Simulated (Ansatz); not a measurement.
BiAs: pressure and energy less free atoms against volume per atom

Results calculated with Ansatz 0.2.0, not measured. Periodic Kohn-Sham DFT of a crystal at fixed atoms; pressure and stress are positive in compression; the energy is the free energy less that of spherical unpolarised free atoms; site moments are those in the method's own spheres, positive along +z.

Cell of the first row (space group Fm-3m, No. 225):
```
CELL_PARAMETERS angstrom
0.00000 2.95550 2.95550
2.95550 0.00000 2.95550
2.95550 2.95550 0.00000
ATOMIC_POSITIONS crystal
As 0.00000 0.00000 0.00000
Bi 0.50000 0.50000 0.50000
```

Settings of every row: method all-electron LAPW; functional PBE; relativity scalar; k mesh 11x11x11; filling fermi-dirac; smearing width 0.03 eV; basis error target 0.25 meV/atom; nucleus gaussian.

Atom start moment: 0 on all atoms.

Limits: no spin-orbit coupling on heavy atoms; the cell comes from a prototype or a list of computed structures and needn't be the stable phase.

Limits of some rows: small gap, it may come from the mesh (row 1, 2, 4, 5).

```
row  volume per atom (Å³)  pressure (GPa)  energy less free atoms (eV/atom)
  1                25.815           4.442                           -4.2298
  2                26.899           1.348                            -4.249
  3                27.448               ?                                 ?
  4                27.997          -1.174                           -4.2493
  5                29.095          -3.194                           -4.2341
```

Question: what pressure and energy less free atoms should row 3 give?

Worked fit of pressure. Take u = (V_r/V)^(2/3) − 1 with V_r = 27.448 Å³ an atom, which is twice the finite (Eulerian) strain; such expansions in the strain, on which the Birch-Murnaghan equation of state is built, carry the rest volume and the bulk modulus. The shown rows have u = 0.04174, 0.01356, -0.01312, -0.0381. Least squares give pressure = 0.0177 + 94.627 × u + 271.88 × u² GPa; a straight line predicts inner rows, each left out in turn, worse (root mean square 0.27 against 0.0065 GPa). The rows lie off it by 0.001, -0.003, 0.003, -0.001. The pressure vanishes at u = -0.0002, or V = 27.46 Å³ an atom, and there the bulk modulus at fixed shape and fractions is B = −V dP/dV = (2/3)(1 + u) dP/du = 63 GPa. The withheld row has u = 0, so the fit gives 0.0177 + 94.627 × (0) + 271.88 × (0)² = 0.018 GPa.

The calculation gave 0.018 GPa. The fit meets it to the printed digit.

Worked fit of energy less free atoms. Take u = (V_r/V)^(2/3) − 1 with V_r = 27.448 Å³ an atom, which is twice the finite (Eulerian) strain; such expansions in the strain, on which the Birch-Murnaghan equation of state is built, carry the rest volume and the bulk modulus. The shown rows have u = 0.04174, 0.01356, -0.01312, -0.0381. Least squares give energy less free atoms = −4.25131 + 0.0094 × u + 12.113 × u² eV/atom; a straight line predicts inner rows, each left out in turn, worse (root mean square 0.012 against 0.0001 eV/atom). All shown rows lie on it to the printed digit. Its lowest point lies at u = -0.0004, or V = 27.46 Å³ an atom, and the curvature there gives the bulk modulus at fixed shape and fractions, B = (4/9)(1 + u)² E″(u)/V = 62.8 GPa. The withheld row has u = 0, so the fit gives −4.25131 + 0.0094 × (0) + 12.113 × (0)² = -4.2513 eV/atom.

The calculation gave -4.2513 eV/atom. The fit meets it to the printed digit.
